# SOAP coefficients read backwards: smearing width and water geometry from the angular power

## 1. Forward model

**Density.** Origin at the central atom (O), one species channel (H), unnormalised Gaussians, cutoff weight 1, no central-atom term:

$$\rho(\mathbf r)=\sum_j e^{-a|\mathbf r-\mathbf r_j|^2},\qquad a=\frac{1}{2\sigma^2}.$$

**Basis.** Real $g_n$ with $\int_0^\infty r^2 g_n g_{n'}\,dr=\delta_{nn'}$, orthonormal complex $Y_{lm}$, and $c_{nlm}=\int g_n(r)\,Y^*_{lm}(\hat{\mathbf r})\,\rho\,d^3r$ (SOAP: Bartók, Kondor and Csányi, 2013). Lengths in Å; $c$ in Å$^{3/2}$.

**Coefficients.** Write $|\mathbf r-\mathbf r_j|^2=r^2+r_j^2-2rr_j\cos\gamma$ and use

$$e^{x\cos\gamma}=\sum_l(2l+1)\,i_l(x)P_l(\cos\gamma)=4\pi\sum_{lm} i_l(x)\,Y_{lm}(\hat{\mathbf r})Y^*_{lm}(\hat{\mathbf r}_j),$$

with $x=2arr_j$ and $i_l(x)=\sqrt{\pi/2x}\,I_{l+1/2}(x)$. Orthonormality does the angular integral:

$$c_{nlm}=4\pi\sum_j Y^*_{lm}(\hat{\mathbf r}_j)\,e^{-ar_j^2}\int_0^\infty r^2 g_n(r)\,e^{-ar^2}\,i_l(2arr_j)\,dr .$$

**Angular power.** Define the rotation invariant $S_l=\sum_{nm}|c_{nlm}|^2$, the trace over $n$ of the power spectrum with no $l$-dependent prefactor. For a complete radial basis it does not depend on the $g_n$.

Take two Gaussians at the same distance $d$, separated by angle $\gamma$.

- Parseval, completeness in $n$ and the addition theorem give their overlap as $\sum_l s_lP_l(\cos\gamma)$, with $s_l=4\pi(2l+1)e^{-2ad^2}\int_0^\infty r^2e^{-2ar^2}i_l(2ard)^2dr$.
- The Gaussian product gives the same overlap as $(\pi/2a)^{3/2}e^{-a|\mathbf r_1-\mathbf r_2|^2/2}=(\pi\sigma^2)^{3/2}e^{-y}e^{y\cos\gamma}$, with $y=ad^2=d^2/2\sigma^2$.
- Matching Legendre coefficients: $s_l=(\pi\sigma^2)^{3/2}(2l+1)e^{-y}i_l(y)$.

Water with two equal bonds and angle $\theta$, $t=\cos\theta$, has two self terms and two cross terms:

$$S_l=2(\pi\sigma^2)^{3/2}(2l+1)\,e^{-y}i_l(y)\,[1+P_l(t)] .$$

Let $L_l=i_l(y)/i_0(y)$. With $i_0=\sinh y/y$ and $i_{l+1}=i_{l-1}-(2l+1)i_l/y$:

$$L_1=\coth y-\frac1y,\qquad L_2=1-\frac{3L_1}{y},\qquad L_3=L_1-\frac{5L_2}{y}.$$

## 2. Data

O-centred H-channel power of one water molecule, radially converged. The values are made for the exercise from the model above and rounded to three figures.

| $l$ | 0 | 1 | 2 | 3 |
|---|---|---|---|---|
| $S_l$ (Å$^3$) | 0.0587 | 0.0531 | 0.0461 | 0.0793 |

Unknown: $\sigma$, $d$, $\theta$. Use $l=0,1,2$; hold $l=3$ back as a test.

## 3. Inversion

**Shape from ratios.** The prefactor cancels:

$$R_1=\frac{S_1}{3S_0}=L_1\frac{1+t}{2}=0.30153,\qquad R_2=\frac{S_2}{5S_0}=L_2\frac{1+3t^2}{4}=0.15707 .$$

Eliminate $t(y)=2R_1/L_1-1$ and solve $F(y)\equiv L_2\,(1+3t^2)/4=R_2$.

| $y$ | $L_1$ | $L_2$ | $t$ | $F$ |
|---|---|---|---|---|
| 4 | 0.7507 | 0.4370 | −0.197 | 0.1219 |
| 5 | 0.8001 | 0.5199 | −0.246 | 0.1536 |
| 6 | 0.8333 | 0.5833 | −0.276 | 0.1792 |

Root: $y=5.122$, $t=-0.2507$, so $\theta=104.52^\circ$ and $d/\sigma=\sqrt{2y}=3.2007$.

**Scale from $S_0$.** $S_0=2\pi^{3/2}\sigma^3(1-e^{-2y})/y$, hence

$$\sigma^3=\frac{S_0\,y}{2\pi^{3/2}(1-e^{-2y})}=0.02700\ \text{Å}^3,\qquad \sigma=0.3000\ \text{Å},\qquad d=0.9602\ \text{Å}.$$

**Test.** At the root $L_3=0.2888$ and $P_3(t)=0.3367$, so $S_3=7S_0L_3(1+P_3)/2=0.07932$ Å$^3$, which rounds to the tabulated value.

## 4. Uniqueness

- Identity: $L_1'=1-L_1^2-2L_1/y$, so $L_1^2-L_2=L_1/y-L_1'$. The Langevin function $L_1$ is increasing and concave with $L_1(0)=0$, so $L_1'\le L_1/y$. Therefore $L_2\le L_1^2$, $L_1/y$ decreases, and $L_2$ increases.
- Branch $0\le t\le1$ (small $y$): $F\le L_1^2(1+3t^2)/4=R_1^2(1+3t^2)/(1+t)^2\le R_1^2$, because $t^2\le t$. Here $R_1^2=0.0909<R_2$, so there is no root.
- Branch $t<0$: $t$ falls with $y$, so $t^2$ and $L_2$ both rise. $F$ climbs monotonically from at most $R_1^2$ towards $[1+3(2R_1-1)^2]/4=0.3682$. One root.
- Given $y$, $S_0\propto\sigma^3$ fixes $\sigma$, and $t$ fixes $\theta\in[0,\pi]$.

What the argument does not cover:

- A descriptor scaled to unit norm keeps only ratios. It yields $\theta$ and $d/\sigma$, but not $d$ and $\sigma$ separately.
- Equal bonds are assumed. For $d_{1,2}=d\pm\Delta$, $S_l$ is even in $\Delta$ by exchange symmetry. A small asymmetric stretch enters at second order and needs a fourth datum.

## 5. Propagation of data errors

Let $u_l=\delta\ln S_l$. Linearise the two ratios:

$$u_1-u_0=A\,\delta y+B\,\delta t,\qquad u_2-u_0=C\,\delta y+D\,\delta t,$$

with $A=L_1'/L_1=0.0472$, $B=1/(1+t)=1.335$, $C=L_2'/L_2=0.1320$, $D=6t/(1+3t^2)=-1.266$. Since $A,B,C>0$ and $D<0$, the two terms of the determinant $AD-BC=-0.2359$ add, and the system is far from singular. Then $3\,\delta\ln\sigma=u_0+\delta\ln y$ (the $e^{-2y}$ term does not alter the digits shown), $\delta\ln d=\delta\ln\sigma+\tfrac12\delta\ln y$, and $\delta\theta=-\delta t/\sin\theta$.

| response to | $u_0$ | $u_1$ | $u_2$ |
|---|---|---|---|
| $\delta\ln y$ | −2.15 | 1.05 | 1.10 |
| $\delta\ln\sigma$ | −0.38 | 0.35 | 0.37 |
| $\delta\ln d$ | −1.46 | 0.87 | 0.92 |
| $\delta\theta$ (deg per %) | 0.21 | −0.33 | 0.12 |

A common factor $u_0=u_1=u_2=u$ leaves $y$ and $\theta$ unchanged and moves $\ln\sigma$ and $\ln d$ by $u/3$.

**Rounding.** A half-width of 0.00005 Å$^3$ gives $|u_l|\le0.085,\ 0.094,\ 0.108$ %. Adding magnitudes (worst case):

$$\sigma=0.3000\pm0.0003\ \text{Å},\qquad d=0.960\pm0.003\ \text{Å},\qquad \theta=104.52\pm0.06^\circ .$$

The bond length is the softest parameter, because its two sources, $\sigma$ and $y$, respond with the same sign to every datum. The data were generated with $\sigma=0.3$ Å, $d=0.96$ Å and $\theta=104.5^\circ$, the last two chosen as typical of gas-phase water. Their recovery within the bounds tests the inversion and says nothing new about the molecule.

**Radial truncation.** A finite set of $g_n$ lowers every $S_l$. A loss of 1 % in $S_2$ alone shortens the inferred $d$ by 0.009 Å, three times the rounding bound.

## 6. Angular decay and $l_{\max}$

Dropping $e^{-2x}$, $i_l/i_0=1-\lambda/2x+\lambda(\lambda-2)/8x^2-\dots$ with $\lambda=l(l+1)$, so

$$\ln\frac{i_l(x)}{i_0(x)}=-\frac{\lambda}{2x}-\frac{\lambda}{4x^2}+O(x^{-3}).$$

- Coefficients: the radial integrand peaks near $r\approx d$, where $x=d^2/\sigma^2$, so amplitudes fall as $e^{-l(l+1)\sigma^2/2d^2}$.
- Power: $x=y$ gives $L_l\approx e^{-l(l+1)\sigma^2/d^2}$, the square of the amplitude law.

**Size of the neglected terms.** At the root the law gives 0.8226, 0.5567, 0.3099 for $l=1,2,3$; the exact $L_l$ are 0.8048, 0.5286, 0.2888. The law is high by 2.2, 5.3 and 7.3 %. Putting it in place of $L_1,L_2$ in $F(y)=R_2$ returns $y=4.68$, $\sigma=0.291$ Å, $d=0.89$ Å. The shift of 0.07 Å in $d$ is more than twenty times the rounding bound. The law serves for choosing $l_{\max}$, not for inverting data at $d/\sigma\approx3$.

**Cutoff.** For one neighbour the weights $w_l=(2l+1)e^{-y}i_l(y)$ sum to 1 (set $\gamma=0$ in the expansion of Section 1). Take $e^{-y}i_0\approx1/2y$, insert the law and replace the sum over $l>L$ by an integral from $L+\tfrac12$. The tail is then about $e^{-(L+1)^2\sigma^2/d^2}$. A 1 % tail needs

$$L+1\approx\sqrt{\ln100}\;d/\sigma=2.146\,d/\sigma .$$

- O–H, inferred parameters: estimate $L+1\approx6.9$. The exact tails are 1.2 % beyond $l=6$ and 0.4 % beyond $l=7$. So $l_{\max}=7$, one more than estimated; at high $l$ the law decays too fast.
- Si–O in SiO$_2$, typical $d\approx1.61$ Å, $\sigma=0.3$ Å: $y=14.40$, estimate $L+1\approx11.5$. The exact tails are 1.7 % beyond $l=10$ and 0.8 % beyond $l=11$, so $l_{\max}=11$. The water cutoff $l_{\max}=7$ would drop 11 % of this neighbour's power.

These tails are the model's values for a single Gaussian neighbour. A bridging O with two equal Si–O bonds obeys the formula for $S_l$ of Section 1, with $\theta$ the Si–O–Si angle. The inversion of Section 3 carries over, with a unique root whenever $R_1^2<R_2<[1+3(2R_1-1)^2]/4$ and $R_1<\tfrac12$.